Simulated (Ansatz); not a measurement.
**Pt: energy along a strain**

Pt, Fm-3m, a = 3.916 Å (as given, not relaxed at this level: 0.6 GPa). Ansatz: PBEsol, PAW, 420 eV, Γ-centred 20×20×20 mesh on 1 atom, Gaussian smearing 0.15 eV; no spin polarisation. Cell vectors (Å): 0.000 1.958 1.958; 1.958 0.000 1.958; 1.958 1.958 0.000. The cell is strained by x per cent times the pattern (0 0 0 1 0 0) in the order xx yy zz yz xz xy (engineering shears), with fractional coordinates held. y is the free energy over the start, V0 = 15.011 Å³/atom. Symmetry makes y even in x.

```tsv
x (%)	y (meV/atom)
-6.00	?
-3.00	3.46
0.00	0.00
0.75	0.21
1.50	0.86
2.25	1.93
3.75	5.44
4.50	7.90
5.25	10.87
```

Q: Fit y = c2 x² + c4 x⁴ to the other rows, get the stiffness along the pattern, and predict the missing energy.

A: Least squares on the rows shown. y = 0.3790 x² + 0.0005544 x⁴. The clamped-ion stiffness p·C·p = 2 × 3.790 eV × 160.2 / 15.011 Å³ = 81 GPa, which is C44 in these axes (second derivative at the start, which stands under stress). At x = -6.00 the fit asked for gives 14.36 meV/atom. The run gave 14.36 meV/atom, the same to the digits shown.

Spin–orbit coupling is left out, which can shift energies with elements as heavy as these.

The energy rises almost harmonically with shear, and the small positive quartic term makes the lattice slightly stiffer at larger strain. This shear shortens one set of nearest-neighbour contacts and lengthens another. Their odd contributions cancel by symmetry, so the stiffening probably reflects the steep repulsion between the compressed pairs. A C44 of 81 GPa is modest for a metal as hard to compress as platinum. This fits its nearly filled d band: with antibonding d states largely occupied, bonding depends more on density than on bond angle, and shape changes cost much less than volume changes. Because each atom in the fcc lattice sits at an inversion centre, homogeneous strain drives no internal displacement, and the clamped-ion value is also the relaxed one. The match at -6.00 % lies only a little beyond the fitted range, so it supports the quartic form there but not an extrapolation towards the ideal shear strength. One positive shear constant also doesn't establish full elastic stability, which depends on the tetragonal shear and bulk responses too.
